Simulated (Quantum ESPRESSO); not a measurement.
# Moments and magnetic energies of Cu3Au-type Fe3Ge under strain along z, from PBEsol

The calculations give the spin moments and magnetic energies of Fe3Ge when the z length of its cubic cell is scaled by 0.94 to 1.06 with x and y held. The question is how strongly magnetism responds to such a strain, which matters for films and for any cell whose size is slightly wrong. The magnetic energy gain is the energy of the run without spin polarisation less that of the parallel state, per Fe atom. A second energy compares the parallel state with one in which one Fe of three is reversed. Stretching raises the net moment and the gain throughout the table, and the parallel state lies below the opposed one wherever both are listed.

## Set-up

One system, Fe3Ge (Cu3Au-type, Pm-3m), 4 atom(s) a primitive cell, from cells of the Materials Project database (relaxed there by DFT). Quantum ESPRESSO 7.5, plane waves with GBRV 1.5 PBEsol pseudopotentials, cutoff 544 eV, Fermi-Dirac smearing of 0.1 eV, k meshes whose coarsest spacing along a reciprocal vector is 0.21 to 0.23 1/Å over all runs (2π included). Functional: PBEsol, no Hubbard U; collinear spins, no spin-orbit coupling. Atoms stay at fixed fractions of the cell and the mesh divisions are held. In the given cell the shortest lattice vector along z is 3.661 Å long and the shortest in the xy plane 3.661 Å. At each point the moments on Fe are started parallel, opposed (signs ++-) and without spin polarisation. Of the opposed order at the middle point, it reverses 5.33 of 8 magnetic neighbours at 2.59 Å and 0 of 6 magnetic neighbours at 3.66 Å. Runs that did not converge or carry a known fault are not listed. The same in all rows: metal or insulator in the run from the parallel start, judged by its smearing entropy or density of states at the Fermi energy (a gap under a few smearing widths counts as a metal): metal.

Notes on method and selection:

- Each state is what a run reaches from typed starting moments; only a few collinear orders were started, so the lowest found need not be the ground state. Spin-orbit coupling is left out of these energies, which are free energies at the smearing width. A magnetic atom is one that was given a starting moment.
- Site moments count the spin inside each program's own atomic sphere, so they depend somewhat on its radius and leave out the spin between the spheres.
- Quantum ESPRESSO sets the radius of an element's spheres to about 0.41 of its shortest distance to a neighbour, so it changes from cell to cell and the site moment with it.
- A measured moment is set beside the table only where the run ends ferromagnetic and the measured order is ferromagnetic too.
- Runs that did not converge, have known faults or may not be shown are not listed, and runs on Ansatz's PAW sets soft_1 and soft_2 are kept to separate tables.

Columns:

- strain along z: factor on the z length of the cell, x and y held.
- moment (μB): largest site spin moment reached from the parallel start.
- moment, opposed (μB): largest site spin moment reached from the opposed start.
- gain, opposed (meV): energy of the run without spin polarisation less that of the run from the opposed start, per magnetic atom.
- magnetic distance (Å): shortest distance between magnetic atoms.
- net moment (μB): net spin moment of that run per magnetic atom.
- magnetic energy gain (meV): energy of the run without spin polarisation less that of the parallel start, per magnetic atom (positive: magnetism is favoured).
- E(opposed) - E(parallel) (meV): energy of the run from the opposed start less that of the parallel start, per magnetic atom (positive: parallel is favoured); blank where a pattern was lost or the opposed run did not finish, as at 0.94.

## Numbers

| member | strain along z | moment (μB) | moment, opposed (μB) | gain, opposed (meV) | magnetic distance (Å) | net moment (μB) | magnetic energy gain (meV) | E(opposed) - E(parallel) (meV) |
| --- | --- | --- | --- | --- | --- | --- | --- | --- |
| 0.94 | 0.94 | 2.30 | – | – | 2.512 | 2.104 | 343.6 | – |
| 0.97 | 0.97 | 2.28 | 2.13 | 202.2 | 2.550 | 2.151 | 385.8 | 183.7 |
| 1 | 1.00 | 2.27 | 2.23 | 230.1 | 2.588 | 2.207 | 427.5 | 197.5 |
| 1.03 | 1.03 | 2.37 | 2.38 | 261.5 | 2.588 | 2.274 | 468.3 | 206.8 |
| 1.06 | 1.06 | 2.46 | 2.49 | 294.9 | 2.588 | 2.350 | 508.1 | 213.2 |

## Reading the trend

The net moment in the table is that of the run from the parallel start. From 0.94 to 1.06 it rises from 2.104 to 2.350 μB per Fe, and the gain from 343.6 to 508.1 meV per Fe. Longer contacts mean weaker overlap and narrower d bands, so moving electrons from one spin to the other costs less band energy. The larger moment is not the whole of it: the square of the net moment grows by a factor of (2.350 / 2.104)² = 1.25, the gain by 508.1 / 343.6 = 1.48. The gain per squared moment therefore rises too, as expected when the band cost falls.

A model for the gain needs only the elastic energies of the two states. Let s be the factor on the z length.

First, the energy per Fe of each state is taken as a parabola about the given cell, with i = N for the unpolarised state and i = P for the parallel one:

Eᵢ(s) = Aᵢ + Bᵢ(s − 1) + ½Kᵢ(s − 1)²

Second, the two states are taken to be equally stiff, K_N = K_P. This is reasonable as a start, because most of the resistance to strain comes from bonding and repulsion that both states share.

Subtracting the two energies removes the quadratic terms and leaves the gain G as a straight line:

G(s) = E_N(s) − E_P(s) = G₁ + g(s − 1)

The two parameters have direct meanings. G₁ = A_N − A_P is the gain in the given cell, at s = 1. The slope g = B_N − B_P is the difference in stress between the states, multiplied by the cell volume and divided by the three Fe atoms. A positive g means that the unpolarised crystal pulls inward more strongly along z, or, put the other way, that magnetism pushes the lattice outward.

## The model against the table

The line is fixed on the members 0.97 and 1.03, with gains of 385.8 and 468.3 meV per Fe. The slope is

g = (468.3 − 385.8) / (1.03 − 0.97) = 82.5 / 0.06 = 1375 meV per Fe and unit strain.

The other three members follow from it.

- **1.00:** 385.8 + 1375 × 0.03 = 427.1 meV. The table has 427.5, so the model is 0.4 meV low.
- **0.94:** 385.8 − 1375 × 0.03 = 344.6 meV. The table has 343.6, so the model is 1.0 meV high.
- **1.06:** 468.3 + 1375 × 0.03 = 509.6 meV. The table has 508.1, so the model is 1.5 meV high.

The typical miss is about 1 meV, while the five gains scatter about their mean by about 50 meV. Two of the three tests lie outside the fixing points, by one step of 0.03 each.

The slope can be turned into a stress. The given cell has a volume of 3.661³ = 49.07 Å³ and holds three Fe atoms, so the stress difference is 3 × 1375 / 49.07 = 84 meV/Å³, or 0.084 eV/Å³. With 1 eV/Å³ equal to roughly 160 GPa, this is about 13 GPa. That is a large stress for a metal, and it shows why a calculation that leaves out the spin gives strongly magnetic iron compounds too small a cell.

## Departures from the trend

For the gain, the line is slightly low in the middle and high at both ends. The steps between rows shrink from 42.2 to 39.8 meV, so the assumption of equal stiffness fails a little: the parallel state is somewhat stiffer along z than the unpolarised one.

The same assumption fails more visibly for the energy of the opposed state above the parallel one. A line through 0.97 and 1.03 has the slope (206.8 − 183.7) / 0.06 = 385 meV. At 1.06 it gives 206.8 + 385 × 0.03 = 218.4 meV against 213.2, too high by 218.4 − 213.2 = 5.2 meV where the listed values span only 29.5. The opposed state is the softer of the two. A possible reason is that its moments adapt more to the strain.

The largest site moment does not follow the net moment: it falls from 2.30 μB at 0.94 to 2.27 at 1.00, then rises to 2.46 at 1.06. Under compression it belongs to the one Fe whose Ge neighbours all lie in the xy plane, under extension to the other two, whose Fe–Ge contacts all lengthen. Weaker mixing with Ge may explain why those two respond more.

## Conclusions

Between 0.94 and 1.06 the gain changes by about 14 meV per Fe for each per cent of z strain. This is mainly a volume effect: x, y and z are equivalent in the cubic cell, so a strain at constant volume leaves the gain unchanged to first order. If x and y were free to respond, they would shrink as z is stretched, and each per cent lost in either would take back about as much gain as a per cent of stretch in z adds. The stresses computed for the parallel state, which are not tabled here, imply a contraction strong enough to remove most of the slope. The range of 164.5 meV therefore applies only with x and y held.

The cell at 1.00 is also larger than PBEsol itself would choose. There the parallel state pulls inward along all three axes, and of the five members only 0.94 has a mean stress close to zero. A cubic cell relaxed with PBEsol should therefore have a smaller gain than the 427.5 meV listed at 1.00, probably nearer to the 343.6 meV of the 0.94 row.

That the opposed state moves further above the parallel one on extension belongs to the order tried, which reverses one of the two Fe atoms that stay equivalent under the strain. Reversing instead the Fe whose Ge neighbours all lie in the xy plane should give a separation that shrinks on extension. That order was not run; the expectation rests on the computed stresses of the cubic cell, which are not tabled here.
